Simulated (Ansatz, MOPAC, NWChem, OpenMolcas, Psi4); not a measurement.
# Si2H6O (disiloxane): methods side by side

Si2H6O, singlet, SMILES `[SiH3]O[SiH3]`. Each level relaxes the structure for itself.

Each level gives the highest harmonic wavenumber at each level's own minimum (cm⁻¹). The values are calculated.

```json
{"level": "PM3", "kind": "semi-empirical", "program": "MOPAC", "value (cm⁻¹)": "1957"}
{"level": "PM6", "kind": "semi-empirical", "program": "MOPAC", "value (cm⁻¹)": "2141"}
{"level": "PM6-D3", "kind": "semi-empirical", "program": "MOPAC", "value (cm⁻¹)": "2144"}
{"level": "PM7", "kind": "semi-empirical", "program": "MOPAC", "value (cm⁻¹)": "2317"}
{"level": "HF/3-21G", "kind": "Hartree–Fock", "program": "OpenMolcas", "value (cm⁻¹)": "2315"}
{"level": "HF/6-31G* (Cartesian functions)", "kind": "Hartree–Fock", "program": "OpenMolcas", "value (cm⁻¹)": "2410"}
{"level": "B3LYP/def2-SVP", "kind": "global hybrid", "program": "NWChem", "value (cm⁻¹)": "2246"}
{"level": "B3LYP-D3(BJ)/def2-TZVP (density fitting)", "kind": "global hybrid", "program": "Psi4", "value (cm⁻¹)": "2248"}
{"level": "PBE0-D4/def2-TZVP", "kind": "global hybrid", "program": "Ansatz", "value (cm⁻¹)": "2248"}
```

Harmonic and unscaled. The values span 1957 to 2410 cm⁻¹.

The highest mode must be a Si–H stretch, since the molecule has no O–H bond and its Si–O–Si skeletal vibrations lie far lower. The light hydrogen keeps the wavenumber high, while the long, relatively soft Si–H bond places it well below typical C–H or O–H stretches. The three hybrid-functional results agree closely, at 2246 to 2248 cm⁻¹, whereas both Hartree–Fock values are higher, probably because missing electron correlation makes the bond too stiff. The semi-empirical values scatter on both sides of the hybrid results, which suggests that the Si–H curvature depends strongly on parametrisation. PM7 nearly coincides with HF/3-21G, but this is no sign of shared accuracy. Adding D3 to PM6 barely changes the result, as expected for a local covalent stretch that long-range dispersion hardly affects. Agreement on this mode says little about the Si–O–Si angle or its soft bending potential, which is the more demanding test for disiloxane.
